To shift the band edges of PbGeTe2 by substitution, one must choose between replacing a cation and replacing tellurium. The choice depends on which orbitals form each edge, and the average make-up of a band is a poor guide to that. In this PBEsol calculation the filled band just below the gap is about two thirds Te 5p, yet its composition changes strongly from bottom to top.

Kohn-Sham density of states of PbGeTe2 (P4/mmm, 4-atom cell, a = 4.477 Å, c = 6.324 Å) from Ansatz 0.2.0: PBEsol, plane-wave PAW, scalar-relativistic, no spin polarisation, cutoff 420 eV, k mesh 8×8×6, then 12×12×9 for the densities. Energies are counted from the Fermi level. Tetrahedron densities are averaged over 0.2 eV bins, and Löwdin shell projections summed over sites.

| energy (eV) | density of states total (states/eV/cell) | DOS Te 5p (states/eV/cell) | DOS Ge 4p (states/eV/cell) | DOS Pb 6p (states/eV/cell) | DOS Ge 4s (states/eV/cell) | DOS Pb 6s (states/eV/cell) |
| --- | --- | --- | --- | --- | --- | --- |
| -7.95 | 2.58 | 0.37 | 0.02 | 0.02 | 1.23 | 0.67 |
| -7.55 | 1.69 | 0.2 | 0.01 | 0.01 | 0.82 | 0.37 |
| -7.15 | 0.65 | 0.09 | 0.01 | 0 | 0.24 | 0.16 |
| -6.75 | 0.38 | 0.04 | 0 | 0 | 0.13 | 0.1 |
| -6.35 | 0.21 | 0.02 | 0 | 0 | 0.07 | 0.06 |
| -5.95 | 0.08 | 0 | 0 | 0 | 0.02 | 0.02 |
| -5.55 | 0 | 0 | 0 | 0 | 0 | 0 |
| -5.15 | 0 | 0 | 0 | 0 | 0 | 0 |
| -4.75 | 0.70 | 0.37 | 0.14 | 0.17 | 0 | 0 |
| -4.35 | 1.39 | 0.76 | 0.26 | 0.33 | 0.01 | 0.01 |
| -3.95 | 1.82 | 1.01 | 0.36 | 0.37 | 0.02 | 0.02 |
| -3.55 | 2.29 | 1.32 | 0.45 | 0.42 | 0.02 | 0.02 |
| -3.15 | 3.60 | 2.16 | 0.73 | 0.57 | 0.04 | 0.04 |
| -2.75 | 3.44 | 2.13 | 0.64 | 0.5 | 0.05 | 0.04 |
| -2.35 | 3.69 | 2.37 | 0.63 | 0.48 | 0.07 | 0.06 |
| -1.95 | 3.63 | 2.43 | 0.54 | 0.41 | 0.09 | 0.07 |
| -1.55 | 3.43 | 2.46 | 0.39 | 0.31 | 0.1 | 0.08 |
| -1.15 | 3.21 | 2.36 | 0.25 | 0.21 | 0.21 | 0.11 |
| -0.75 | 3.76 | 2.78 | 0.19 | 0.18 | 0.13 | 0.39 |
| -0.35 | 0.05 | 0.03 | 0 | 0 | 0 | 0.01 |
| 0.05 | 0 | 0 | 0 | 0 | 0 | 0 |
| 0.45 | 1.11 | 0.09 | 0.81 | 0.09 | 0.01 | 0 |
| 0.85 | 3.00 | 0.36 | 1.82 | 0.5 | 0.02 | 0.02 |
| 1.25 | 2.44 | 0.39 | 0.99 | 0.8 | 0.02 | 0.01 |
| 1.65 | 2.52 | 0.5 | 0.73 | 1.04 | 0.02 | 0.02 |
| 2.05 | 2.56 | 0.63 | 0.73 | 0.95 | 0.02 | 0.02 |
| 2.45 | 2.56 | 0.72 | 0.77 | 0.83 | 0.02 | 0.02 |
| 2.85 | 2.89 | 0.82 | 0.87 | 0.75 | 0.02 | 0.02 |
| 3.25 | 3.54 | 0.94 | 0.96 | 0.75 | 0.01 | 0.02 |
| 3.65 | 3.38 | 0.98 | 0.81 | 0.79 | 0.01 | 0.02 |
| 4.05 | 2.90 | 0.75 | 0.55 | 0.65 | 0 | 0.01 |
| 4.45 | 2.88 | 0.7 | 0.39 | 0.68 | 0 | 0.01 |
| 4.85 | 2.26 | 0.43 | 0.14 | 0.52 | 0 | 0.01 |
| 5.25 | 2.28 | 0.36 | 0.07 | 0.51 | 0 | 0 |

The zero of energy lies in the middle of the gap. From −4.75 to −0.75 eV the Te 5p share of the total density rises with every row, from 53 to 74 %. The share of the cation p shells, Ge 4p and Pb 6p together, falls just as steadily, from 44 to 10 %. Above the gap the order is reversed: the first empty states are mostly cation p, and Te 5p gains weight higher up.

**Count of states.** The cell has 20 outer electrons, four each from Ge and Pb and six from each Te. Four fill the Te 5s shells and four the band of cation s states, which leaves 12 for the band between −4.75 and −0.35 eV. The densities in these rows add up to 31.0 states/eV, and with 0.4 eV from row to row this makes $31.0\times0.4=12.4$ electrons. The count has no adjustable constant and comes out 3 % above 12, a fair match for a sum in which only every second bin is listed. A whole number of filled bands is built into any insulator, so this checks only that the rows hold the six filled bands expected; their p character comes from the projections. These are Löwdin projections, and another scheme would give somewhat different shares, so the trends are safer than the percentages. The printed output after this page lists the shares behind the rest of the argument.

**Why the mixture changes.** Take a Te 5p level and a cation p level lying $2\Delta$ above it, coupled by an overlap term $V$. They combine into a filled bonding and an empty antibonding state at

$$E_\pm=\bar E\pm\sqrt{\Delta^2+V^2},$$

where $\bar E$ is their mean energy. Strong coupling drives the two states far apart and mixes them towards half and half. Weak coupling leaves them close to the gap and nearly pure. Real bands join many orbitals, so the formula gives the direction of the trend and not the shares themselves.

**Why the coupling fades at the gap.** Both band edges lie at the same point of reciprocal space, (0, ½, ½), the counterpart of the L point in rock salt. There the electron wave has opposite signs on two Te atoms that face each other across a cation. The overlaps of a cation p orbital with the Te p orbitals on its two sides then cancel. At the edges themselves this mixing is forbidden by symmetry. Away from that point the two overlaps cancel only in part, and they add fully where the facing Te atoms are in phase, so $V$ changes smoothly from wave to wave. Strongly coupled waves are expected at the bottom of the band and weakly coupled ones near its top. Even the row at −0.75 eV, well below the edge, collects waves from a wider region, so some cation p remains in it. The table doesn't resolve single waves, so this link is inferred and not shown.

**Why cation s returns.** The same change of sign makes the overlaps of a cation s orbital with the two Te p orbitals add up. Their bonding partner lies in the deep band, where Te 5p holds 14 % of the density at −7.95 eV. Their antibonding partner is pushed up to the top of the filled band, where Ge 4s and Pb 6s together hold 14 % at −0.75 eV, after almost nothing at the bottom. Since both partners are filled, they give little net bonding, and the s electrons act as a lone pair.

The two cations don't share this s weight evenly. Ge 4s leads at −1.15 eV, but Pb 6s is three times as large at −0.75 eV. An uneven split is expected: at (0, ½, ½) a mirror plane leaves the Ge 4s wave unchanged but reverses the sign of the Pb 6s wave, so each cation has its own antibonding state there. Which one lies higher is less clear. Both metals sit 3.16 Å from tellurium, so the larger Pb orbital may overlap more and be pushed higher, although its level is expected to start somewhat deeper; this is a guess.

**The thin row at −0.35 eV.** So close to the edge, probably only waves from a small region around (0, ½, ½) contribute, and the density is low. The mesh used for the density of states misses that point, so the height of this tail is unreliable. The nearest rows with states are 0.8 eV apart, whereas the band edges of the same run give a gap of only 0.23 eV. Even that value is unsafe. Spin-orbit coupling is absent and can shift the edges of lead tellurides by several tenths of an eV. The cell is also under a tension of about 2.5 GPa in this run, and letting it contract would be expected to narrow the gap, as pressure does in lead telluride.

**The empty side.** At 0.45 eV, Ge 4p supplies 73 % of the density and Te 5p only 8 %, as the symmetry argument leads one to expect. By 3.65 eV the Te 5p share has grown to 29 %. Above that the share falls again; near 5 eV more than half of the density lies outside the five listed shells, and the two-level picture no longer suffices.

The symmetry argument holds for this ideal cell, in which each cation sits midway between its tellurium neighbours. The forces vanish there by symmetry, which doesn't show that the structure is stable. In germanium telluride the germanium is known to move off centre; a like shift here would let cation p mix into the states at the filled edge, and would typically widen the gap.

For substitution in the ideal cell, the filled edge should therefore respond to tellurium and, through the s push, to the cations as well, while the empty edge belongs mainly to the cations. Which cation matters more there is still open. Ge 4p exceeds Pb 6p ninefold at 0.45 eV, as expected if its level lies below that of Pb 6p, but spin-orbit coupling would lower part of the Pb 6p states. How much of germanium's lead would survive it?

Output of the analysis:

```
electrons in the band from -4.75 to -0.35 eV, listed densities times row spacing: 12.4
electrons expected there, 20 outer ones less 4 in Te 5s and 4 in cation s: 12
Te 5p share of this band, %: 65.08
cation p share of this band, %: 27.51
cation s share of this band, %: 5.127
Te 5p share at -4.75 eV, %: 52.86
Te 5p share at -0.75 eV, %: 73.94
cation p share at -4.75 eV, %: 44.29
cation p share at -0.75 eV, %: 9.84
cation s share at -0.75 eV, %: 13.83
part of the band's cation s weight in the rows -1.15 and -0.75 eV, %: 52.83
Te 5p share at -7.95 eV, %: 14.34
Pb 6s over Ge 4s at -0.75 eV, ratio: 3
Pb 6s over Ge 4s at -1.15 eV, ratio: 0.5238
Ge 4p share at 0.45 eV, %: 72.97
Te 5p share at 0.45 eV, %: 8.108
Te 5p share at 3.65 eV, %: 28.99
Ge 4p over Pb 6p at 0.45 eV, ratio: 9
centre of empty Ge 4p in the listed rows, eV: 2.21
centre of empty Pb 6p in the listed rows, eV: 2.876
Pb 6p centre above Ge 4p centre, eV: 0.666
share of the total held by the five listed shells at 0.45 eV, %: 90.09
share of the total held by the five listed shells at 5.25 eV, %: 41.23
gap between the band edges of the same run, eV: 0.2309
distance between the nearest listed rows with states on either side of the gap, eV: 0.8
```
